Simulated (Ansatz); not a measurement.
# Ligand exchange: C2H2O + InH2(SH) → C2H2S + InH2(OH)

Species: C2H2O (ethynol) `C#CO`, singlet; InH2(SH), singlet; C2H2S (ethynethiol) `C#CS`, singlet; InH2(OH), singlet. The partners trade OH for SH: C–OH and In–SH bonds give way to C–SH and In–OH.

Shapes, held fixed at every level: PBE0-D4/def2-TZVP. Programs: Ansatz 0.2.0. The zero-point and thermal change to 298 K, harmonic and unscaled (PBE0-D4/def2-TZVP), is -2.5 kJ/mol.

```tsv
level	kind	ΔH(298 K) (kJ/mol)	less CCSD(T)/def2-TZVPP
HF/def2-SVP	Hartree–Fock	+49.5	+45.2
HF/def2-TZVPP	Hartree–Fock	+25.1	+20.8
B3LYP-D4/def2-TZVPP	global hybrid	+8.3	+4.0
BHLYP-D4/def2-TZVPP	global hybrid	+16.7	+12.4
MP2/def2-TZVPP	perturbation theory	-1.8	-6.1
CCSD/def2-SVP	coupled cluster or CI	+26.3	+22.0
CCSD/def2-TZVPP	coupled cluster or CI	+7.6	+3.3
CCSD(T)/def2-TZVPP	coupled cluster or CI	+4.3	0.0
```

The highest level, CCSD(T)/def2-TZVPP, gives ΔH(298 K) = +4.3 kJ/mol; the levels span -1.8 to +49.5. They disagree on the sign: 7 of 8 are positive. The column of differences is taken from that level and isn't an error. No measured value is set beside it here. For atoms past krypton def2 sets carry core potentials with scalar relativity. Correlated rows may include outer-core shells of In, which these sets cover unevenly.

Exchange of OH and SH between carbon and indium is close to thermoneutral: the highest level gives +4.3 kJ/mol, a slight preference for keeping oxygen on carbon. Both centres bind oxygen more strongly than sulfur, so the two preferences largely cancel. On the alkynyl carbon, compact orbitals and donation from an oxygen lone pair into the π system favour OH; on indium, the strongly polar In–O bond offsets most of that loss.

Enlarging the basis lowers the enthalpy sharply at both Hartree–Fock and CCSD, probably because the small set underdescribes the more anionic oxygen in InH2(OH). In the larger basis, correlation also favours the products, taking the value from +25.1 with Hartree–Fock to +7.6 with CCSD, while MP2 goes past the coupled-cluster results and reverses the sign. The near balance is therefore better supported than its direction, which a further basis change could plausibly alter. Nor does the result carry over to condensed phases, where indium hydroxides and thiolates tend to associate through bridging oxygen or sulfur.
